**Forecasting four M1 lines of magnesium-like Pt⁶⁶⁺ from intermediate coupling**

The table holds reduced M1 elements, wavelengths and rates between n = 3 levels of Pt⁶⁶⁺ from no-pair CI+MBPT with Breit, QED and static RPA. The program fixes a spin-orbit constant and an exchange energy of 3s3p from two known intervals, checks the resulting mixing angle against known elements and sum rules, and estimates the 3p² ³P₁–3s² line from energy cycles and first-order borrowing. It then forecasts element, wavelength and rate of four withheld lines and compares them with the computed values and with the LS and jj limits. All forecasts fall inside their ranges: the three 3s3p elements are met within 0.62% and the two-electron element to about 5%. The largest miss is the ³P₁–³P₀ rate, 12.7% high, caused mainly by an error of 0.62 eV in a 17 eV gap.

Magnetic dipole lines of Pt66+ (Z = 78) from B-spline many-body code 1: no-pair Dirac CI+MBPT for two electrons outside a closed [He] 2s2 2p6 core, in the frozen-core Dirac-Hartree-Fock potential, with screened core-valence correlation, Breit and QED. The line elements include static RPA; the nuclear rms radius is 5.427 fm.

## The fit in Python

```python
# Table: M1 lines of Mg-like Pt66+ (reduced element, wavelength, rate); B-spline CI+MBPT, Breit, QED, static RPA.
# Tested: intermediate-coupling model (zeta, K from two known intervals), sum rules, energy cycles; forecast of 4 withheld rows.
T = {
    'line_upper': ['3p2 3P1', '3s3p 3P1', '3s3p 1P1', '3s3p 3P2', '3s3p 1P1', '3p2 3P1', '3s3d 3D1', '3s3p 1P1', '3p3d 3D1', '3p3d 3D1', '3p3d 3P2', '3p3d 3D2', '3p2 3P1', '3s3d 3D1', '3s3d 3D2', '3s3d 3D3', '3s3d 1D2', '3p2 3P2', '3s3d 3D1', '3s3d 3D2', '3s3d 1D2', '3p2 3P2', '3p2 1S0'],
    'line_lower': ['3s2 1S0', '3s3p 3P0', '3s3p 3P0', '3s3p 3P1', '3s3p 3P1', '3p2 3P0', '3p2 3P0', '3s3p 3P2', '3s3p 3P2', '3s3p 1P1', '3s3p 1P1', '3s3p 1P1', '3p2 1D2', '3p2 1D2', '3p2 1D2', '3p2 1D2', '3p2 1D2', '3p2 1D2', '3p2 3P1', '3p2 3P1', '3p2 3P1', '3p2 3P1', '3p2 3P1'],
    'line_reduced_element_bohr_magnetons': [0.06567, 1.19, 0.7392, 1.316, 0.5423, 1.149, 0.02517, 0.8368, 0.03547, 0.0217, 0.05241, 0.0284, 0.8312, 0.502, 0.17, 0.5298, 0.3316, 1.124, 0.05337, 0.3514, 0.2606, 1.246, 0.7779],  # Bohr magnetons
    'line_wavelength': [1.51, 73.09, 2.414, 2.713, 2.497, 2.703, 2.517, 31.35, 2.885, 3.178, 2.586, 1.474, 490.9, 34.09, 24.17, 8.684, 7.705, 2.562, 36.63, 25.43, 7.828, 2.575, 2.469],  # nm
    'line_rate': [11260000.0, 32590, 349100000.0, 468000000.0, 169900000.0, 601600000.0, 357200, 204400, 471000, 131900, 857100, 1358000, 52.51, 57200, 11040, 1652000, 1297000, 405300000.0, 521.1, 40530, 763900, 490400000.0, 1084000000.0],  # s⁻¹
}
HELD = [0, 1, 2, 3]  # rows withheld from the fit
import numpy as np
from scipy import constants as c
from scipy.optimize import brentq
U, L = T['line_upper'], T['line_lower']
M, W, A = T['line_reduced_element_bohr_magnetons'], T['line_wavelength'], T['line_rate']
hc = c.h*c.c/c.e*1e9
muB = c.physical_constants['Bohr magneton'][0]
def rate(m, w, up): return c.mu_0*(2*np.pi*c.c/(w*1e-9))**3*(m*muB)**2/(3*np.pi*c.hbar*c.c**3*(2*int(up[-1])+1))
kn = [i for i in range(len(U)) if i not in HELD]
E = {(U[i], L[i]): hc/W[i] for i in kn}
m = {(U[i], L[i]): M[i] for i in kn}
dev = [rate(M[i], W[i], U[i])/A[i]-1 for i in kn]
j = int(np.argmax(np.abs(dev)))
print(f"rate formula vs table, known rows: worst {100*dev[j]:+.2f}% ({U[kn[j]]} - {L[kn[j]]}); rounding allows about 0.2%")
s1, t1, t2 = '3s3p 1P1', '3s3p 3P1', '3s3p 3P2'
p0, p1, p2, pD, pS = '3p2 3P0', '3p2 3P1', '3p2 3P2', '3p2 1D2', '3p2 1S0'
r1 = E['3p3d 3D1', t2]-E['3p3d 3D1', s1]-E[s1, t2]
r2 = E['3s3d 3D1', p0]-E['3s3d 3D1', p1]-E[p1, p0]
print(f"Ritz closures: {r1:+.2f}, {r2:+.2f} eV (rounding about 0.1 eV per 2.5 nm line); 3p2 3P1-1D2 gap {E[p1, pD]:.2f} eV")
a, b = E[s1, t1], E[s1, t2]
z = brentq(lambda x: (2*(0.75*x-a/2+b)+x/2)**2+2*x*x-a*a, a/2, a)
K = 0.75*z-a/2+b
th = 0.5*np.arctan2(np.sqrt(2)*z, 2*K+z/2); sn, cs = np.sin(th), np.cos(th)
print(f"3s3p intervals {a:.1f}, {b:.2f} eV -> zeta {z:.1f} eV, K {K:.1f} eV, angle {np.degrees(th):.2f} deg (LS 0, jj {np.degrees(np.arcsin(3**-0.5)):.2f})")
fx = m[s1, t1]/(np.sqrt(1.5)*sn*cs); fi = m[s1, t2]/(np.sqrt(2.5)*sn)
print(f"table/model element: 1P1-3P1 {fx:.4f}, 1P1-3P2 {fi:.4f}; angle from 1P1-3P2 alone {np.degrees(np.arcsin(m[s1, t2]/np.sqrt(2.5))):.2f} deg")
print("known elements (Bohr magnetons): table, LS, jj, table/jj")
for k, ls, jj in [((s1, t1), 0, 3**-0.5), ((s1, t2), 0, (2.5/3)**0.5), ((p1, p0), 2**0.5, (4/3)**0.5),
                  ((pS, p1), 0, (2/3)**0.5), ((p2, p1), 2.5**0.5, (5/3)**0.5), ((p1, pD), 0, (2.5/3)**0.5)]:
    print(f"  {k[0]} - {k[1]}: {m[k]:.4f}, {ls:.3f}, {jj:.3f}, {m[k]/jj:.3f}")
S0 = m[p1, p0]**2+m[pS, p1]**2
S2p = m[p1, pD]**2+m[p2, p1]**2
S2 = S2p+m['3s3d 3D2', p1]**2+m['3s3d 1D2', p1]**2
print(f"sum from 3p2 3P1 to J=0: {S0:.3f} of 2 (root of ratio {np.sqrt(S0/2):.3f})")
print(f"to J=2: 3p2 only {S2p:.3f}, with 3s3d {S2:.3f} of 2.5 (root of ratio {np.sqrt(S2/2.5):.3f})")
d3 = [E['3s3d 3D1', p1], E['3s3d 3D2', p1]]                           # s d3/2 above 3p2 3P1
d5 = [E['3s3d 3D3', pD]-E[p1, pD], E['3s3d 1D2', p1]]                 # s d5/2 above 3p2 3P1
cyc = [E['3p3d 3D1', s1]+a-d for d in d3]+[E['3p3d 3P2', s1]+a-d for d in d5]
cyc += [E['3p3d 3D2', s1]+x-d for x in (0, b) for d in d3]
E0 = np.mean(cyc)
print(f"cycle estimates of 3p2 3P1 above 3s2: {min(cyc):.0f} to {max(cyc):.0f} eV, mean {E0:.0f}, bar taken 35 eV")
V = np.sqrt(3)*K
u0 = m[p1, p0]*V*m[pS, p1]/np.sqrt(S0)/(E0-E[p1, p0]); u1 = m[pS, p1]*V*m[p1, p0]/np.sqrt(S0)/(E0+E[pS, p1])
M0 = u0-u1
print(f"borrowing: coupling {V:.1f} eV, via 3p2 3P0 {u0:.4f}, via 1S0 {-u1:.4f}, net {M0:.4f}, bar taken factor 1.4")
E1 = 0.75*z-a/2+K
print(f"3s3p 3P1-3P0 gap: model {E1:.2f} eV (bar taken 1.8), pure jj {b/2:.2f} eV")
m1, m2, m3 = np.sqrt(2)*cs, np.sqrt(2)*sn*fx, np.sqrt(2.5)*cs*fx
P = {0: (M0, M0/1.4, M0*1.4, E0, 35, 0, None), 1: (m1, m1-.015, m1+.015, E1, 1.8, 2**0.5, (4/3)**0.5),
     2: (m2, m2-.015, m2+.015, a+E1, 1.9, 0, (2/3)**0.5), 3: (m3, m3-.02, m3+.02, a-b, 0.17, 2.5**0.5, (5/3)**0.5)}
def show(n, p, lo, hi, v): print(f"  {n}: forecast {p:.4g} ({lo:.4g} to {hi:.4g}), computed {v:.4g}, miss {100*(p/v-1):+.2f}%, {'inside' if lo <= v <= hi else 'outside'}")
for i in HELD:
    q, lo, hi, e, de, ls, jj = P[i]
    extra = f", jj {jj:.3f} (miss {100*(jj/M[i]-1):+.1f}%)" if jj else ", jj 0.000"
    print(f"{U[i]} - {L[i]}: energy forecast {e:.2f} eV, computed {hc/W[i]:.2f} eV; element LS {ls:.3f}{extra}")
    show("element (Bohr magnetons)", q, lo, hi, M[i])
    show("wavelength (nm)", hc/e, hc/(e+de), hc/(e-de), W[i])
    show("rate (1/s)", rate(q, hc/e, U[i]), rate(lo, hc/(e-de), U[i]), rate(hi, hc/(e+de), U[i]), A[i])
print(f"computed sums: 3s3p 3P0 to both J=1 {M[1]**2+M[2]**2:.3f} of 2; 3P2 to both J=1 {M[3]**2+m[s1, t2]**2:.3f} of 2.5")
assert max(np.abs(dev)) < 0.004
assert abs(r1) < 0.3 and abs(r2) < 0.3
assert 0.95 < fx < 1.01 and 0.95 < fi < 1.01 and 25 < np.degrees(th) < 35.3
assert S2p < S2 < 2.5 and 1.85 < S0 < 2.0
```

Running it gives:

```
rate formula vs table, known rows: worst -0.09% (3p2 3P1 - 3p2 3P0); rounding allows about 0.2%
Ritz closures: +0.07, +0.05 eV (rounding about 0.1 eV per 2.5 nm line); 3p2 3P1-1D2 gap 2.53 eV
3s3p intervals 496.5, 39.55 eV -> zeta 316.4 eV, K 28.6 eV, angle 32.15 deg (LS 0, jj 35.26)
table/model element: 1P1-3P1 0.9828, 1P1-3P2 0.9945; angle from 1P1-3P2 alone 31.95 deg
known elements (Bohr magnetons): table, LS, jj, table/jj
  3s3p 1P1 - 3s3p 3P1: 0.5423, 0.000, 0.577, 0.939
  3s3p 1P1 - 3s3p 3P2: 0.8368, 0.000, 0.913, 0.917
  3p2 3P1 - 3p2 3P0: 1.1490, 1.414, 1.155, 0.995
  3p2 1S0 - 3p2 3P1: 0.7779, 0.000, 0.816, 0.953
  3p2 3P2 - 3p2 3P1: 1.2460, 1.581, 1.291, 0.965
  3p2 3P1 - 3p2 1D2: 0.8312, 0.000, 0.913, 0.911
sum from 3p2 3P1 to J=0: 1.925 of 2 (root of ratio 0.981)
to J=2: 3p2 only 2.243, with 3s3d 2.435 of 2.5 (root of ratio 0.987)
cycle estimates of 3p2 3P1 above 3s2: 792 to 853 eV, mean 828, bar taken 35 eV
borrowing: coupling 49.5 eV, via 3p2 3P0 0.0863, via 1S0 -0.0240, net 0.0624, bar taken factor 1.4
3s3p 3P1-3P0 gap: model 17.58 eV (bar taken 1.8), pure jj 19.77 eV
3p2 3P1 - 3s2 1S0: energy forecast 827.81 eV, computed 821.09 eV; element LS 0.000, jj 0.000
  element (Bohr magnetons): forecast 0.06237 (0.04455 to 0.08732), computed 0.06567, miss -5.02%, inside
  wavelength (nm): forecast 1.498 (1.437 to 1.564), computed 1.51, miss -0.81%, inside
  rate (1/s): forecast 1.041e+07 (4.666e+06 to 2.311e+07), computed 1.126e+07, miss -7.54%, inside
3s3p 3P1 - 3s3p 3P0: energy forecast 17.58 eV, computed 16.96 eV; element LS 1.414, jj 1.155 (miss -3.0%)
  element (Bohr magnetons): forecast 1.197 (1.182 to 1.212), computed 1.19, miss +0.62%, inside
  wavelength (nm): forecast 70.54 (63.99 to 78.59), computed 73.09, miss -3.49%, inside
  rate (1/s): forecast 3.673e+04 (2.59e+04 to 5.045e+04), computed 3.259e+04, miss +12.69%, inside
3s3p 1P1 - 3s3p 3P0: energy forecast 514.11 eV, computed 513.60 eV; element LS 0.000, jj 0.816 (miss +10.5%)
  element (Bohr magnetons): forecast 0.7396 (0.7246 to 0.7546), computed 0.7392, miss +0.06%, inside
  wavelength (nm): forecast 2.412 (2.403 to 2.421), computed 2.414, miss -0.10%, inside
  rate (1/s): forecast 3.507e+08 (3.329e+08 to 3.691e+08), computed 3.491e+08, miss +0.45%, inside
3s3p 3P2 - 3s3p 3P1: energy forecast 456.98 eV, computed 457.00 eV; element LS 1.581, jj 1.291 (miss -1.9%)
  element (Bohr magnetons): forecast 1.316 (1.296 to 1.336), computed 1.316, miss -0.03%, inside
  wavelength (nm): forecast 2.713 (2.712 to 2.714), computed 2.713, miss +0.00%, inside
  rate (1/s): forecast 4.676e+08 (4.529e+08 to 4.824e+08), computed 4.68e+08, miss -0.10%, inside
computed sums: 3s3p 3P0 to both J=1 1.963 of 2; 3P2 to both J=1 2.432 of 2.5
```
